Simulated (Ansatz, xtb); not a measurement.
C4H4N2SSi: which of two isomers lies lower

Structure a: `N#Cc1cnc([SiH3])s1`, a singlet. Structure b: `N#Cc1csc([SiH3])n1`, a singlet. Both are isolated molecules in the gas phase, relaxed with r2SCAN-D4/def2-SVP.

Problem. Estimate which is lower in electronic energy at CCSD(T)/def2-SVP + ΔMP2/def2-TZVPP, and by roughly how much.

Solution. Too close to call at this level: CCSD(T)/def2-SVP + ΔMP2/def2-TZVPP gives E(b) − E(a) = −0.018 eV.

The same difference at several levels:

```tsv
level	geometry	E(b) − E(a) (eV)	departure from the last row (eV)	job, with rough time for the two
GFN2-xTB	GFN2-xTB	+0.055	+0.073	optimisation, 0.28 s
HF/STO-3G	GFN2-xTB	−0.025	−0.007	single point, 1 s
r2SCAN-D4/def2-SVP//GFN2-xTB	GFN2-xTB	+0.040	+0.058	single point, 6.6 s
r2SCAN-D4/def2-SVP	r2SCAN-D4/def2-SVP	+0.036	+0.054	optimisation, 48 s
HF/def2-SVP	r2SCAN-D4/def2-SVP	−0.023	−0.004	part of the CCSD(T) run
MP2/def2-SVP	r2SCAN-D4/def2-SVP	−0.007	+0.011	part of the CCSD(T) run
CCSD(T)/def2-SVP	r2SCAN-D4/def2-SVP	0.000	+0.018	single point
CCSD(T)/def2-SVP + ΔMP2/def2-TZVPP	r2SCAN-D4/def2-SVP	−0.018		single point, 1.7 min
```

As drawn, both hold the same kinds of bond in the same numbers.

The largest departure from CCSD(T)/def2-SVP + ΔMP2/def2-TZVPP is that of GFN2-xTB, 0.073 eV. The last row adds to CCSD(T) the change of the MP2 difference between the two basis sets, here −0.018 eV.

With thermal terms from frequencies at re-optimised GFN2-xTB minima (ideal gas, soft modes damped towards free rotors, one conformer each, 298.15 K, 1 atm): the zero-point term adds −0.003 eV; ΔH is −0.022 and ΔG −0.021 eV.

The correlated steps freeze 16 core orbitals. Codes used: Ansatz 0.2.0, xtb 6.7.1; the last row on 2 threads of Intel(R) Xeon(R) Platinum 8488C (Sapphire Rapids) on a shared host.

The two thiazoles are nearly degenerate because they differ only in where the nitrile sits: at C5 beside sulfur in a, at C4 beside the ring nitrogen in b. The silyl group stays at C2 in both. Conjugation of the nitrile with the sulfur side of the ring probably favours a, while electrostatics between the nitrile, the ring nitrogen and the sulfur may offset this; the energies alone can't separate these contributions.

The closeness of Hartree–Fock to the final value is largely a cancellation. In the small basis, correlation shifts the balance towards a, taking the difference from −0.023 eV to 0.000 eV, and the larger basis then shifts it back towards b. Geometry matters little, since r2SCAN-D4 gives +0.040 and +0.036 eV on the two sets of structures, so its preference for a comes from the energy model rather than the relaxation. Because moving the nitrile changes the molecular dipole, a polar solvent or crystal packing could settle the order either way.
